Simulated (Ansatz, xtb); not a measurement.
# GaH6NSi: which of two isomers lies lower

We compare X, `[NH2][GaH][SiH3]`, a singlet, with Y, `N[SiH2][GaH2]`, a singlet. Both are isolated molecules in the gas phase, relaxed with r2SCAN-D4/def2-SVP; the shapes shown needn't be the lowest conformers.

X (Å):

```xyz
9

Ga    0.8338    0.5895    0.4720
N     1.4766   -0.4730   -0.8500
Si    1.0033   -0.2318    2.7145
H     1.8991   -1.3837   -0.7009
H     1.4608   -0.2337   -1.8366
H     0.2309    1.9458   -0.0155
H     1.6490   -1.5825    2.7671
H    -0.3475   -0.3495    3.3509
H     1.8146    0.6926    3.5694
```

Y (Å):

```yaml
atoms:
  - { symbol: Ga, position_ang: [-0.1462, -1.3363, -1.0898] }
  - { symbol: N, position_ang: [-0.9496, 0.1071, 1.8603] }
  - { symbol: Si, position_ang: [0.2312, 0.3317, 0.5971] }
  - { symbol: H, position_ang: [1.6832, 0.2686, 1.0152] }
  - { symbol: H, position_ang: [-0.9119, -2.6663, -0.7397] }
  - { symbol: H, position_ang: [-0.9972, 0.7797, 2.6215] }
  - { symbol: H, position_ang: [-1.0947, -0.8313, 2.2220] }
  - { symbol: H, position_ang: [0.3594, -1.1792, -2.5683] }
  - { symbol: H, position_ang: [0.0491, 1.7182, 0.0598] }
```

Q: Estimate which is lower in electronic energy at CCSD(T)/def2-TZVP, and by roughly how much.

A: The CCSD(T)/def2-TZVP calculation puts structure X lower, by 7.3 kcal/mol.

Level by level:

```
                       level            geometry  E(Y) − E(X) (kcal/mol)  departure from the last row (kcal/mol)  job, with rough time for the two
                    GFN2-xTB            GFN2-xTB                      +6.1                                    −1.2               optimisation, 1.4 s
                   HF/STO-3G            GFN2-xTB                     +32.4                                   +25.1               single point, 3.9 s
r2SCAN-D4/def2-SVP//GFN2-xTB            GFN2-xTB                     +10.8                                    +3.4               single point, 8.1 s
          r2SCAN-D4/def2-SVP  r2SCAN-D4/def2-SVP                      +8.7                                    +1.4             optimisation, 4.1 min
                HF/def2-TZVP  r2SCAN-D4/def2-SVP                      +3.5                                    −3.8           part of the CCSD(T) run
               MP2/def2-TZVP  r2SCAN-D4/def2-SVP                      +7.2                                    −0.1           part of the CCSD(T) run
           CCSD(T)/def2-TZVP  r2SCAN-D4/def2-SVP                      +7.3                                                     single point, 2.7 min
```

As drawn, Y has 1 N–Si, 1 Ga–H in place of 1 Ga–N, 1 Si–H.

The levels shown agree on the order. The largest departure from CCSD(T)/def2-TZVP is that of HF/STO-3G, 25.1 kcal/mol.

With harmonic frequencies from r2SCAN-D4/def2-SVP (ideal gas, rigid rotor, one conformer each, 298.15 K, 1 atm): on the last row, ΔE + ΔZPE = +6.8, ΔH = +6.8, ΔG = +7.0 kcal/mol.

The correlated steps freeze 15 core orbitals; the filled d shell of Ga is correlated, in a basis made for valence electrons. Mirror images aren't counted in ΔG. Programs: Ansatz 0.2.0, xtb 6.7.1; the last row on 2 threads of AMD EPYC (Zen 3) on a shared host.

The preference for X is modest but clear, and vibrational and thermal terms barely alter it. The isomers differ by exchanging Ga–N and Si–H bonds for Si–N and Ga–H bonds. An Si–N bond is strong in its own right, so the order probably reflects two compensating gains in X: the stronger Si–H bond, and donation from the nitrogen lone pair into the formally empty 4p orbital of three-coordinate gallium. The geometry fits this, with a planar amino group lying in the gallium plane. In Y, silicon separates nitrogen from gallium, leaving that acceptor orbital without a neighbouring lone pair, and the nitrogen is slightly pyramidal.

In the larger basis, correlation roughly doubles the Hartree–Fock gap, and MP2 already recovers nearly all of that change. The outlying HF/STO-3G value probably reflects the lack of polarisation functions needed to describe the Si–N bond. The order needn't carry over to condensed phases, where aminogallanes tend to associate through Ga–N bridges.
